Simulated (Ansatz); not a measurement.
# Ligand exchange: how K changes with temperature for ICl + SiH2(SiH3)Cl ⇌ SiH3I + SiH2Cl2

Species: ICl (iodine monochloride), singlet; SiH2(SiH3)Cl, singlet; SiH3I `[SiH3]I`, singlet; SiH2Cl2 (dichlorosilane (DCS)) `Cl[SiH2]Cl`, singlet. The partners trade Cl for SiH3: I–Cl and Si–SiH3 bonds give way to I–SiH3 and Si–Cl.

The electronic reaction energy at CCSD(T)/def2-TZVPP is -257.0 kJ/mol. Shapes: PBE0-D4/def2-TZVP. Programs: Ansatz 0.2.0. Enthalpy and entropy come from rigid-rotor, harmonic-oscillator sums on unscaled PBE0-D4/def2-TZVP wavenumbers, ideal gases at 1 bar. Symmetry numbers: ICl 1, SiH2(SiH3)Cl 1, SiH3I 3, SiH2Cl2 2. R = 8.3145 J/(mol K).

```
T (K)  ΔH (kJ/mol)  ΔS (J/(mol K))
  800       -258.3           -19.6
 1100            ?               ?
 1400       -261.5           -22.6
```

Question: Work out ln K at 800 and 1400 K, and from these estimate it at 1100 K.

Answer: 
1. 800 K: ΔG = -258.3 − 800 × (-19.6)/1000 = -242.6 kJ/mol; ln K = −ΔG/RT = +36.47.
2. 1400 K: ΔG = -261.5 − 1400 × (-22.6)/1000 = -229.9 kJ/mol; ln K = −ΔG/RT = +19.75.
3. Slope against 1000/T: (+19.75 − (+36.47))/(0.7143 − 1.2500) = +31.21, that is −ΔH/R with ΔH near -259 kJ/mol.
4. 1100 K: ln K = +36.47 + (+31.21) × (0.9091 − 1.2500) = +25.83.

The full sums give ΔH = -259.9 kJ/mol, ΔS = -21.4 J/(mol K), ΔG = -236.4 kJ/mol and ln K = +25.85 at 1100 K, so the line is off by -0.02 in ln K; without rounding the miss is -0.02, from the change of ΔH with temperature. The products are favoured over this whole range. An error of 10 kJ/mol in the energy moves ln K by 1.1 at 1100 K. Soft modes are treated as harmonic, which can err either way at these temperatures; the lowest are those of SiH2(SiH3)Cl (103 cm⁻¹), SiH2Cl2 (186 cm⁻¹). For atoms past krypton def2 sets carry core potentials with scalar relativity. Outer-core shells of I are correlated, in sets that cover them unevenly.

The exchange is strongly exothermic, so ln K falls on heating, from +36.47 at 800 K to +19.75 at 1400 K, yet the products stay heavily favoured. The driving force lies in the bonds: a weak I–Cl bond and a nonpolar Si–Si bond give way to a strong, polar Si–Cl bond and a Si–I bond. In redox terms, iodine is reduced to iodide while the Si–Si bond is oxidised.

Entropy opposes the reaction only mildly, as expected when two molecules give two molecules, and most of the loss comes from the higher rotational symmetry of the products. The slow drift of ΔH to more negative values also has a simple origin: replacing a linear reactant with a nonlinear product turns one vibration into a rotation, which holds less heat once the modes are largely excited.

The large K applies to this exchange alone; it doesn't show that the mixture would yield these products selectively, since attack on Si–H bonds or silylene loss from the disilane could compete at such temperatures.
